## Slater transition operator and its truncation error: notes on a scaled 1s pair

**Conventions.** I do the algebra in hartree atomic units and quote energies in eV. The occupation $n$ of the spin orbital $i$ that loses the electron runs from 1 to 0, with all other occupations fixed. Primes mean $d/dn$.

### General statement

I extend the Hartree-Fock energy to fractional occupations,
$$E=\sum_p n_p h_{pp}+\tfrac12\sum_{pq}n_pn_q\langle pq\|pq\rangle ,\qquad \hat F=\hat h+\sum_q n_q(\hat J_q-\hat K_q).$$
At each $n$ the orbitals make $E$ stationary, so only the explicit dependence on $n$ survives the derivative (Janak's relation):
$$E'(n)=h_{ii}+\sum_q n_q\langle iq\|iq\rangle=\varepsilon_i(n).$$
The transition operator is $\hat F$ made self-consistent at $n=1/2$. Since $\langle ii\|ii\rangle=0$, $E$ is linear in $n$ at frozen orbitals, so all curvature of $E(n)$ is orbital relaxation. If one smooth solution joins the two ends,
$$\mathrm{IP}_{\Delta\rm SCF}=E(0)-E(1)=-\int_0^1\varepsilon_i(n)\,dn ,$$
and each rule below is a quadrature of this integral. By error I mean its truncation error against $\Delta$SCF in the same model.

**Midpoint (Slater).** Expanding $\varepsilon_i$ about $n=1/2$, the odd powers integrate to zero and $\int_0^1(n-\tfrac12)^{2m}dn=4^{-m}/(2m+1)$. Hence
$$\mathrm{IP}=-\sum_{m\ge0}\frac{\varepsilon_i^{(2m)}(\frac12)}{4^m(2m+1)!}=-\varepsilon_i(\tfrac12)-\tfrac1{24}\varepsilon_i''(\tfrac12)-\tfrac1{1920}\varepsilon_i''''(\tfrac12)-\dots$$
The first term alone is exact for quadratic $E(n)$.

**Generalised rule.** Put $x=1-n$, the charge removed, and $f(x)=\varepsilon_i$. The combination $[f(0)+3f(\frac23)]/4$ integrates $1,x,x^2$ over $[0,1]$ exactly (two-point Radau quadrature). Take the quadratic that matches $f(0)$, $f(\frac23)$ and $df/dx$ at $\frac23$. The rule gives the same value for it as for $f$. The interpolation remainder is $x(x-\frac23)^2/6$ times a third derivative of $f$, the polynomial factor is non-negative, and $\int_0^1x(x-\frac23)^2dx=\frac1{36}$. The third derivative changes sign on going back to $n$, so
$$\mathrm{IP}=-\tfrac14\left[\varepsilon_i(1)+3\varepsilon_i(\tfrac13)\right]+\tfrac1{216}\varepsilon_i'''(\xi),\qquad 0<\xi<1 ,$$
and the bracket alone is exact for cubic $E(n)$. The inner node is occupation $1/3$, that is $2/3$ of an electron removed.

### One exponent, closed form

Both electrons use $\phi=(\zeta^3/\pi)^{1/2}e^{-\zeta r}$, spin up with occupation 1 and spin down with $n$. The integrals are $\langle T\rangle=\zeta^2/2$, $\langle 1/r\rangle=\zeta$ and $J=k\zeta$ with $k=5/8$. Opposite spins have no exchange. With $s=1+n$,
$$E(n,\zeta)=s\left(\tfrac12\zeta^2-Z\zeta\right)+nk\zeta .$$
Minimising gives $\zeta=Z-k+k/s$ and $E=-s\zeta^2/2$, that is
$$E(n)=-\tfrac12(Z-k)^2s-k(Z-k)-\frac{k^2}{2s}.$$
The ends are $-Z^2/2$ and $-(Z-5/16)^2$. The expectation value of $\hat F$ for the down orbital is $\zeta^2/2-Z\zeta+k\zeta$, and inserting $\zeta(n)$ I get
$$\varepsilon(n)=-A+\frac{k^2}{2(1+n)^2}=E'(n),\qquad A=\tfrac12(Z-k)^2 .$$
Janak's relation holds because the shared exponent is a constraint that does not depend on $n$. All $Z$ dependence sits in the constant $A$, which every rule integrates exactly, so the errors are the same for every ion:

| rule | value | excess over $\Delta$SCF | excess (eV) |
|---|---|---|---|
| $\Delta$SCF | $A-k^2/4$ | 0 | 0 |
| Koopmans, $-\varepsilon(1)$ | $A-k^2/8$ | $k^2/8$ | 1.329 |
| Slater | $A-2k^2/9$ | $k^2/36$ | 0.295 |
| generalised | $A-31k^2/128$ | $k^2/128$ | 0.083 |

**Against the midpoint series.** Here $\varepsilon^{(2m)}=k^2(2m+1)!/(2s^{2m+2})$ for $m\ge1$. At $s=3/2$ the $m$-th term is $(2k^2/9)\,9^{-m}$, a geometric series:
$$\frac{2k^2}{81}+\frac{2k^2}{729}+\dots=\frac{k^2}{36}.$$
The $\varepsilon''/24$ term is 0.262 eV and carries $8/9$ of the excess. The next term is 0.029 eV.

**Against the Radau remainder.** With $\varepsilon'''=-12k^2/s^5$ the predicted excess is $k^2/[18(1+\xi)^5]$. Setting it equal to $k^2/128$ gives $\xi=0.480$, inside the interval as required. Using $\xi=1/2$ gives 0.078 eV against the true 0.083 eV. The mirror rule $-[\varepsilon(0)+3\varepsilon(\frac23)]/4$ is of the same order with the opposite sign of remainder, and I find an excess of $-k^2/100=-0.106$ eV.

### Numbers

These are the model's values in eV. The decimals serve only to compare the rules with each other.

| | H$^-$ ($Z=1$) | Li$^+$ ($Z=3$) |
|---|---|---|
| $\Delta$SCF | −0.744 | 74.087 |
| Koopmans | 0.585 | 75.416 |
| Slater | −0.449 | 74.383 |
| Slater with the $\varepsilon''/24$ term | −0.711 | 74.120 |
| generalised | −0.661 | 74.170 |

For Li$^+$ the mean radius $3a_0/2\zeta$ shrinks from 0.295 Å at $n=1$ to 0.265 Å at $n=0$. For H$^-$ the model misses the sign: the real anion is bound, typically quoted at about 0.75 eV, whereas the model's $\Delta$SCF value is negative by a similar amount. Its $\varepsilon$ turns positive below $n=2/3$, and only the shared exponent keeps that electron near the nucleus. The quadrature identities hold regardless.

The same formulas describe a hydrogenic double donor ($Z=2$) once the hartree is replaced by twice the effective Rydberg. For silicon I take an approximate effective Rydberg of 31 meV as input and treat the mass as isotropic. The model's first ionization energy is then $\frac{217}{256}\times62$ meV $=53$ meV, with excesses of 3.0, 0.7 and 0.2 meV for Koopmans, Slater and the generalised rule, all below $k_BT=6.6$ meV at 77 K. This picture fits shallow centres only. Sulfur and selenium double donors typically bind near 0.3 eV through the central cell, so for them the model is roughly six times too shallow.

### How much of this is the shared exponent?

The constraint ties the shape of the departing orbital to that of the one that stays, which could distort the path $\varepsilon(n)$. I test it with separate exponents, $a$ for spin up and $b$ for spin down. With $\mu=(a+b)/2$ and $t=(a-b)/(a+b)$ the Coulomb integral is
$$J=\frac{ab(a^2+3ab+b^2)}{(a+b)^3}=\frac{\mu}{8}\left(5-6t^2+t^4\right),$$
and $E=\frac12a^2-Za+n(\frac12b^2-Zb+J)$, with $\varepsilon=\frac12b^2-Zb+J$. The derivatives of $J$ depend on $t$ alone: $\partial J/\partial a=P(t)=(1-t)^3(5+3t)/16$ and $\partial J/\partial b=P(-t)$. Stationarity gives $a=Z-nP(t)$ and $b=Z-P(-t)$, and the definition of $t$ closes the system:
$$n(1-t)P(t)=(1+t)P(-t)-2Zt .$$
At $n=1$ the solution $t=0$ reproduces the one-exponent energy. The $t^2$ coefficient of $E$ there is $\mu^2-\frac34\mu$ with $\mu=Z-5/16$, so $t=0$ is a minimum only for $Z>17/16$. Li$^+$ qualifies and H$^-$ does not. At $n=0$, $a=Z$. For Li$^+$ both ends, and with them $\Delta$SCF and Koopmans, are unchanged.

For large $Z$ I write $J=\frac5{16}(a+b)-\frac38\frac{(a-b)^2}{a+b}+\dots$. The first part gives $a=Z-\frac5{16}n$ and $b=Z-\frac5{16}$, hence an energy quadratic in $n$. The second part, evaluated there to first order, adds
$$E_1=-\frac{75}{4096Z}\,n(1-n)^2 .$$
So the Slater value is exact through order $Z^0$, and its excess starts at $E_1'''/24=-75/(16384Z)$ hartree, which is −0.042 eV at $Z=3$. Because $E_1$ is cubic, the generalised rule is exact through order $1/Z$.

Solving the closing equation for Li$^+$:

| $n$ | $t$ | $a$ | $b$ | $-\varepsilon$ (eV) |
|---|---|---|---|---|
| 1/2 | 0.0356 | 2.857 | 2.660 | 74.037 |
| 1/3 | 0.0458 | 2.907 | 2.652 | 73.651 |

The Slater excess is now −0.050 eV and the generalised one 0.005 eV. The shared exponent therefore shifts the Slater value by 0.345 eV, more than the 0.295 eV excess itself, and reverses the sign of that excess. The size and sign of the error belong to the path $\varepsilon(n)$, so the $Z$-independent excesses of the Slater and generalised rules, the donor ones included, are properties of the constrained model. The order statements carry over: Slater fails first at the cubic term of $E(n)$ and the generalised rule at the quartic term. In both models the two rules converge on a mean-field $\Delta$SCF value, so neither supplies any correlation between the two electrons.